\section*{Appendix: Limits and scaling of random-neighbour deactivation in a Si:P $\delta$ layer}

\subsection*{Model, conventions and dimensionless groups}

Phosphorus atoms occupy substitutional sites independently with probability $x$. A dopant is called active if none of $Z$ specified neighbour sites holds another dopant, and inactive otherwise. The $Z$ sites are occupied independently, so the active fraction $A$, the number $f$ of active dopants per site, and the active sheet density are
\begin{equation}
A(x)=(1-x)^Z,\qquad f(x)=x(1-x)^Z,\qquad n_{\rm act}=N_s f(x),
\label{eq:basic}
\end{equation}
where $N_s$ is the areal site density and $n=N_s x$ the dose. Equation~\eqref{eq:basic} is exact for this rule on any lattice. The physics lies in the choice of the neighbour set and in the assumption of random placement; both are inputs here.

We take a Si(001) layer and the approximate lattice constant $a=5.431$~\AA. One (001) plane is a square lattice of spacing $a/\sqrt2=3.84$~\AA, so one monolayer (ML) is $N_s=2/a^2=6.78\times10^{14}$~cm$^{-2}$. Planes are $a/4=1.36$~\AA\ apart and the volume site density is $N_v=8/a^3=4.99\times10^{22}$~cm$^{-3}$. As a typical dose we use $1/4$~ML $=1.70\times10^{14}$~cm$^{-2}$. The four bonded neighbours of a site lie two in the plane above and two in the plane below. The twelve second neighbours lie four in the same plane and four in each of the planes two steps away. A rule that involves bonded neighbours alone therefore has $Z=0$ in an ideal single plane, while a rule that reaches second neighbours has $Z=4$ there and $Z=16$ in the bulk.

The dimensional quantities are $n$, $N_s$, the range $r$ of the deactivating interaction and the rms width $\sigma$ of the doping profile. All are powers of a length, so
\begin{equation}
n_{\rm act}=n\,\Phi\!\left(nr^2,\;N_sr^2,\;\sigma/r\right).
\label{eq:dim}
\end{equation}
The first group measures the mean number $y=Zx$ of dopants in the neighbour set, the second measures $Z$ and hence the importance of the lattice, and the third decides between two- and three-dimensional counting. No energy appears: the configuration is frozen and the rule is sharp.

Identifying $n_{\rm act}$ with the electron density needs full ionisation, which brings in the donor radius, typically about 2~nm. At the $Z=4$ maximum found below the spacing $n_{\rm act}^{-1/2}$ is 1.34~nm, smaller than that radius, and we treat the layer as degenerate, with one electron per active donor. The range $r$ is the size of a local defect and must not be set equal to the donor radius.

\subsection*{Dependence on dose}

Differentiating Eq.~\eqref{eq:basic},
\begin{equation}
f'=(1-x)^{Z-1}\left[1-(Z+1)x\right],\qquad
f''=Z(1-x)^{Z-2}\left[(Z+1)x-2\right].
\label{eq:deriv}
\end{equation}
The maximum and its height are
\begin{equation}
x^*=\frac{1}{Z+1},\qquad A^*=\left(\frac{Z}{Z+1}\right)^{Z},\qquad f^*=\frac{Z^Z}{(Z+1)^{Z+1}},
\label{eq:max}
\end{equation}
and for $Z>1$ there is an inflection at $2x^*$.

\emph{Dilute regime, $Zx\ll1$.} Here $A=1-Zx+\tfrac12Z(Z-1)x^2-\dots$; the leading loss comes from pairs, and the inactive density grows as $Zn^2/N_s$. A loss of 10\% occurs at $x_{10}=1-0.9^{1/Z}\simeq0.105/Z$. For $Z=4$ this is $x_{10}=0.0260$, or $1.76\times10^{13}$~cm$^{-2}$.

\emph{Crossover, $Zx\sim1$.} The local exponent is $d\ln f/d\ln x=1-Zx/(1-x)$, and its derivative with respect to $\ln x$ equals $-(Z+1)/Z$ at $x^*$. Hence
\begin{equation}
\frac{f}{f^*}\simeq1-\frac{Z+1}{2Z}\,\ln^2\frac{x}{x^*}.
\label{eq:flat}
\end{equation}
The peak is broad on a logarithmic dose scale and its width hardly depends on $Z$. For $Z=4$ a dose of $1/4$~ML gives $f/f^*=0.966$, where Eq.~\eqref{eq:flat} gives 0.969; the active density is $5.36\times10^{13}$~cm$^{-2}$. Near the peak the carrier density therefore says little about the dose.

\emph{Dense regime.} At fixed $y=Zx$, expanding $Z\ln(1-y/Z)$ gives the scaling form
\begin{equation}
Zf=y\,e^{-y}\left[1-\frac{y^2}{2Z}+O(Z^{-2})\right].
\label{eq:poisson}
\end{equation}
The Poisson curve $ye^{-y}$ holds while $y^2\ll2Z$, that is $x\ll\sqrt{2/Z}$. For large $Z$ this window extends far beyond the peak. For $Z=4$ it does not: at $x=1/4$ the Poisson active fraction is 0.368, the value with the correction exponentiated, $e^{-y-y^2/2Z}$, is 0.325, and the exact value is 0.316. As $x\to1$, with $\epsilon=1-x$, the decay is the power law $f=\epsilon^Z(1-\epsilon)$.

\subsection*{Dependence on the number of neighbours}

For large $Z$, $\ln A^*=-Z\ln(1+1/Z)=-1+1/(2Z)-1/(3Z^2)+\dots$. The estimate $f^*\approx1/[e(Z+1)]$ keeps only the first term and is low by a relative amount $1/(2Z)$ at leading order. A better variable is $u=Z+\tfrac12$, in which Eq.~\eqref{eq:max} reads
\begin{equation}
\ln f^*=-2u\,\mathrm{artanh}\frac{1}{2u}-\frac12\ln\!\left(u^2-\frac14\right),
\end{equation}
and the expansion of $\ln(uf^*)$ contains only even powers of $1/u$:
\begin{equation}
f^*=\frac{1}{e\,(Z+\frac12)}\exp\!\left[\frac{1}{24u^2}+\frac{1}{320u^4}+\dots\right].
\label{eq:half}
\end{equation}
For $Z=4$ the form $1/[e(Z+1)]$ is low by 10\% and the form $1/[e(Z+\frac12)]$ by 0.2\%. At small $Z$ the exact values are $f^*=1/4$ for $Z=1$ and $f^*=1$ for $Z=0$; treated as a continuous variable, $Z\to0$ gives the non-analytic approach $f^*\simeq1-Z[1+\ln(1/Z)]$. The active fraction at the peak falls from 1 through $1/2$ at $Z=1$ and 0.410 at $Z=4$ towards $1/e$, so for $Z>1$ more than half of the dose is inactive at the optimum.

When $N_sr^2\gg1$, $Z\to\pi r^2N_s$ and the lattice drops out of Eq.~\eqref{eq:dim}:
\begin{equation}
n_{\rm act}=n\,e^{-\pi r^2n},\qquad n^*=\frac{1}{\pi r^2},\qquad n_{\rm act}^{\max}=\frac{1}{e\pi r^2}.
\label{eq:cont}
\end{equation}
On the lattice $Z(r)$ is a staircase, with cumulative in-plane counts 4, 8, 12 and 20 at $r_s=a/\sqrt2$, $a$, $a\sqrt2$ and $a\sqrt{5/2}$. By Eq.~\eqref{eq:half} the continuum radius that reproduces the peak height is $r_{\rm eq}=[(Z+\frac12)/\pi N_s]^{1/2}$. Table~\ref{tab:Z} collects the values for a single plane. Inserting $r=2$~nm in Eq.~\eqref{eq:cont} gives $2.9\times10^{12}$~cm$^{-2}$, which is the largest density of donors with no partner inside that distance and has no bearing on the carrier density.

\begin{table}[h]
\caption{Single (001) plane. Lengths in \AA; $n_{\rm act}^{\max}$ in $10^{13}$~cm$^{-2}$.}
\label{tab:Z}
\begin{tabular}{ccccccccc}
\hline
$Z$ & $r_s$ & $r_{\rm eq}$ & $x^*$ & $f^*$ & $1/[e(Z+1)]$ & $1/[e(Z+\frac12)]$ & $n_{\rm act}^{\max}$ & $A(1/4)$\\
\hline
4 & 3.84 & 4.60 & 0.200 & 0.08192 & 0.07358 & 0.08175 & 5.55 & 0.3164\\
8 & 5.43 & 6.32 & 0.111 & 0.04330 & 0.04088 & 0.04328 & 2.94 & 0.1001\\
12 & 7.68 & 7.66 & 0.077 & 0.02944 & 0.02830 & 0.02943 & 2.00 & 0.0317\\
20 & 8.59 & 9.81 & 0.048 & 0.01795 & 0.01752 & 0.01795 & 1.22 & 0.0032\\
\hline
\end{tabular}
\end{table}

\subsection*{Dependence on thickness: discrete planes}

Let a dose $\theta$ (in ML) be spread over planes $j$ with weights $w_j$, $\sum_jw_j=1$, and let $z_k$ be the number of deactivating sites $k$ planes away. Then
\begin{equation}
A=\sum_jw_j\prod_k\left(1-\theta w_{j+k}\right)^{z_k}
\simeq1-\theta\sum_kz_kC_k,\qquad C_k=\sum_jw_jw_{j+k}.
\label{eq:planes}
\end{equation}
For a box of $M$ planes, $C_k=(M-|k|)/M^2$ for $|k|\le M$. Rule I (bonded neighbours) has $z_{\pm1}=2$. Rule II (bonded and second neighbours) adds $z_0=4$ and $z_{\pm2}=4$. The linear losses are
\begin{equation}
1-A_{\rm I}\simeq\frac{4(M-1)}{M^2}\,\theta,\qquad
1-A_{\rm II}\simeq\frac{16M-20}{M^2}\,\theta\quad(M\ge2),
\label{eq:box}
\end{equation}
with $1-A_{\rm II}\simeq4\theta$ at $M=1$. Spreading has two opposed effects: it dilutes each plane as $1/M$ and it opens out-of-plane neighbours. Under rule I the loss vanishes at $M=1$, is largest at $M=2$ and falls as $4\theta/M$ at large $M$. Under rule II the coefficient is 4, 3 and $28/9$ for $M=1,2,3$, so three planes are slightly worse than two. Table~\ref{tab:M} gives the exact values; under rule II the planes of a box with $M\ge4$ have $Z=10,12,16,\dots,16,12,10$, and those of $M=3$ have $Z=10,8,10$.

\begin{table}[h]
\caption{Exact active fraction at $\theta=1/4$~ML for a box of $M$ planes.}
\label{tab:M}
\begin{tabular}{cccccc}
\hline
$M$ & 1 & 2 & 3 & 4 & 10\\
\hline
Rule I & 1 & 0.766 & 0.796 & 0.826 & 0.913\\
Rule II & 0.316 & 0.449 & 0.445 & 0.493 & 0.703\\
\hline
\end{tabular}
\end{table}

The protection of the single plane under rule I is lost linearly in the leakage. If a share $\eta$ of the dose sits in one adjacent plane, Eq.~\eqref{eq:planes} gives $A=(1-\eta)(1-\eta\theta)^2+\eta[1-(1-\eta)\theta]^2\simeq1-4\eta(1-\eta)\theta$. For $\eta=0.1$ and $\theta=1/4$ the exact value is 0.916 and the linear one 0.910.

If the dose is also free, two planes under rule II have $Z=6$ and reach $2N_sf^*=7.68\times10^{13}$~cm$^{-2}$. For $M\gg1$ the maximum is extensive, $MN_sf^*$ with the bulk $Z$, which corresponds to volume densities $N_vf^*$ of $4.09\times10^{21}$~cm$^{-3}$ for rule I and $1.11\times10^{21}$~cm$^{-3}$ for rule II.

\subsection*{Dependence on thickness: Gaussian profile}

In the continuum, a Gaussian profile of rms width $\sigma$ and a deactivation sphere of radius $r$ give the crossover in closed form at linear order, $1-A\simeq nS$. The height difference $s$ of two dopants is Gaussian with variance $2\sigma^2$, and the sphere cuts the plane at height $s$ in a disc of area $\pi(r^2-s^2)$. With $\rho=r/2\sigma$,
\begin{equation}
S=\pi\int_{-r}^{r}(r^2-s^2)\frac{e^{-s^2/4\sigma^2}}{2\sqrt\pi\,\sigma}\,ds
=\pi\left[(r^2-2\sigma^2)\,\mathrm{erf}\,\rho+\frac{2r\sigma}{\sqrt\pi}\,e^{-\rho^2}\right].
\label{eq:S}
\end{equation}
The limits are
\begin{equation}
S\simeq\pi r^2\left(1-\frac{2\sigma^2}{r^2}\right)\ \ (\sigma\ll r),\qquad
S\simeq\frac{v}{2\sqrt\pi\,\sigma}\left(1-\frac{r^2}{20\sigma^2}\right)\ \ (\sigma\gg r),
\label{eq:Slim}
\end{equation}
with $v=4\pi r^3/3$; the remainder of the thin limit is exponentially small in $\rho^2$. The leading terms cross at $\sigma_c=2r/(3\sqrt\pi)=0.376\,r$, where the exact $S$ is $0.746\,\pi r^2$. For rule II the volume that matches the bulk peak height is $v=16.5/N_v=330$~\AA$^3$, so $r=4.29$~\AA\ and $\sigma_c=1.6$~\AA, about 1.2 plane spacings. The two-dimensional regime is thus confined to a few planes, where the continuum form is only a guide and Eq.~\eqref{eq:planes} has to be used.

For $\sigma\gg r$ the rule acts on the local volume density. With $t=z/\sigma$ and $\lambda=vn/(\sqrt{2\pi}\,\sigma)$, the mean neighbour number at the centre of the profile,
\begin{equation}
n_{\rm act}=\frac{\sqrt{2\pi}\,\sigma}{v}\,G(\lambda),\qquad
G=\frac{\lambda}{\sqrt{2\pi}}\int_{-\infty}^{\infty}e^{-t^2/2}\exp\!\left(-\lambda e^{-t^2/2}\right)dt
=\sum_{k=0}^{\infty}\frac{(-1)^k\lambda^{k+1}}{k!\sqrt{k+1}}.
\label{eq:G}
\end{equation}
At small $\lambda$, $A=G/\lambda=1-\lambda/\sqrt2+\dots$, whose linear term reproduces the thick limit of Eq.~\eqref{eq:Slim}. The condition $G'=0$ gives $\lambda^*=1.85$ and $G^*=0.580$, so
\begin{equation}
n_{\rm act}^{\max}=1.45\,\sigma/v ,
\label{eq:thickmax}
\end{equation}
with an active fraction of 0.31. The centre is then already past its local optimum $\lambda=1$, and the flanks compensate. For $\lambda\gg1$ the centre is inactive. Substituting $q=\lambda e^{-t^2/2}$ turns each flank into $\int e^{-q}\,dq/\sqrt{2\ln(\lambda/q)}$; expanding in $\ln q/\ln\lambda$ and using $\int_0^\infty e^{-q}\ln q\,dq=-\gamma$, with $\gamma$ Euler's constant,
\begin{equation}
G\simeq\frac{1}{\sqrt{\pi\ln\lambda}}\left(1-\frac{\gamma}{2\ln\lambda}\right).
\end{equation}
The exponential collapse of Eq.~\eqref{eq:cont} is replaced by a logarithmic decline. Since $x\le1$ bounds $\lambda$ by a number of order $Z$, this asymptote shows the trend and is not reached quantitatively for rule II.

For an assumed width $\sigma=1$~nm and rule II, Eq.~\eqref{eq:thickmax} gives $4.4\times10^{14}$~cm$^{-2}$ at a dose of $1.4\times10^{15}$~cm$^{-2}$. The finite-range term $r^2/20\sigma^2$ is 0.009. The lattice correction is larger: the central site fraction is $\lambda^*/16.5=0.112$, for which the lattice exponent $-16\ln(1-x)$ is 1.90 in place of 1.85, while in the dilute flanks it is smaller than the continuum one by the ratio $16/16.5$. The two figures quoted are good to a few per cent. At $1/4$~ML the same profile has $\lambda=0.22$ and $A=0.86$, against 0.316 in a single plane.

\subsection*{Softer and harsher rules}

\emph{Partial efficiency.} Let each neighbouring dopant deactivate independently with probability $p$. Averaging $(1-p)^k$ over the binomial distribution of the number $k$ of occupied neighbours gives
\begin{equation}
A=(1-px)^Z,\qquad x^*=\frac{1}{p(Z+1)},\qquad f_{\max}=\frac{f^*}{p}\qquad\left(p>p_c=\frac{1}{Z+1}\right).
\label{eq:p}
\end{equation}
For $p<p_c$ there is no interior maximum, and $f$ rises to $(1-p)^Z$ at $x=1$. For $Z=4$, $p_c=0.2$. Read backwards, Eq.~\eqref{eq:p} is a bound: a random single plane at $1/4$~ML can be 90\% active only if $p\le(1-0.9^{1/4})/0.25=0.104$. High activation at such a dose requires weak in-plane deactivation, non-random placement or a spread profile.

\emph{Compensation.} If each inactive dopant also binds $\kappa$ electrons on average, in states well below the Fermi level, the carrier density per site is $x[(1+\kappa)(1-x)^Z-\kappa]$. In the scaling limit this is $g(y)/Z$ with $g=y[(1+\kappa)e^{-y}-\kappa]$. Setting $g'=0$ gives $(1-y)e^{1-y}=e\kappa/(1+\kappa)$, so with the principal Lambert function $W$,
\begin{equation}
y^*=1-W\!\left(\frac{e\kappa}{1+\kappa}\right).
\end{equation}
For $\kappa\ll1/e$, $y^*\simeq1-e\kappa$ and $g^*\simeq e^{-1}-(1-e^{-1})\kappa$. For $\kappa\gg1$, $y^*\simeq1/[2(1+\kappa)]$ and $g^*\simeq1/[4(1+\kappa)]$. The carriers vanish at $x_0=1-[\kappa/(1+\kappa)]^{1/Z}$, beyond which the traps are partly empty and the formula no longer applies. For $Z=4$ and an assumed $\kappa=1/2$, the exact lattice expression peaks at $x=0.107$ with $3.29\times10^{13}$~cm$^{-2}$ and reaches zero at $x_0=0.240$.

\emph{Pairwise consumption.} Equation~\eqref{eq:basic} deactivates every member of a cluster. If the inactive defect consumes dopants two at a time, a three-dopant cluster leaves one donor active. For $Z=4$ there are two straight trimers per site, with eight perimeter sites, and four bent ones, with seven, so
\begin{equation}
\Delta f=x^3\left[2(1-x)^8+4(1-x)^7\right].
\end{equation}
Relative to the pair loss $4x^2$ this is $3x/2$ at small $x$. At $x=0.2$, $\Delta f=0.0094$, or 11\% of $f^*$, and larger clusters add to it. The choice between the two rules thus matters as much as the 10\% that separates $f^*$ from $1/[e(Z+1)]$, and the digits of Table~\ref{tab:Z} describe the rule as defined.

\subsection*{Ordered bounds and finite areas}

Randomness costs a large factor. For $Z=4$ the plane can be tiled with neighbouring site pairs, each holding at most one active dopant, so $f\le1/2$; the checkerboard reaches this bound, $3.39\times10^{14}$~cm$^{-2}$, which is 6.10 times the random maximum. For $Z=8$ all sites of a $2\times2$ block are mutual neighbours, so $f\le1/4$, reached by the $p(2\times2)$ pattern and 5.77 times the random value. In the continuum the densest arrangement with all separations at least $r$ is triangular, with density $2/(\sqrt3r^2)$, and the ratio to Eq.~\eqref{eq:cont} is $2\pi e/\sqrt3=9.86$. The random maximum is a statement about uncorrelated placement and not a solubility limit.

In a patch of $N$ sites the active count fluctuates. Two neighbours cannot both be active, which gives a covariance $-f^2$. Two sites that are not neighbours but share $m$ neighbour sites are both active with probability $x^2(1-x)^{2Z-m}$, a covariance $f^2[(1-x)^{-m}-1]$. For $Z=4$, four diagonal sites have $m=2$ and four sites two steps along an axis have $m=1$:
\begin{equation}
\frac{\mathrm{Var}}{N}=f-5f^2+4f^2\left[(1-x)^{-2}-1\right]+4f^2\left[(1-x)^{-1}-1\right].
\end{equation}
At $x=0.2$ this is $f(1-1.75f)$, or 0.857 of the Poisson variance $f$. Fixing the total dopant number subtracts $x(1-x)f'^2$ at large $N$, which vanishes at the peak. A patch of $26\times26$ sites, 10.0~nm on a side, holds 55.4 active donors on average with a standard deviation of 6.9, or 12\%. If the surroundings are undoped, the 96 edge sites gain a factor $(1-x)^{-1}$ and the four corners $(1-x)^{-2}$, which raises the mean by 3.9\%. For an $L\times L$ patch the edge term scales as $4x/[(1-x)L]$ and the relative fluctuation also as $1/L$, so at this dose the edge shift stays near one third of a standard deviation for any large $L$.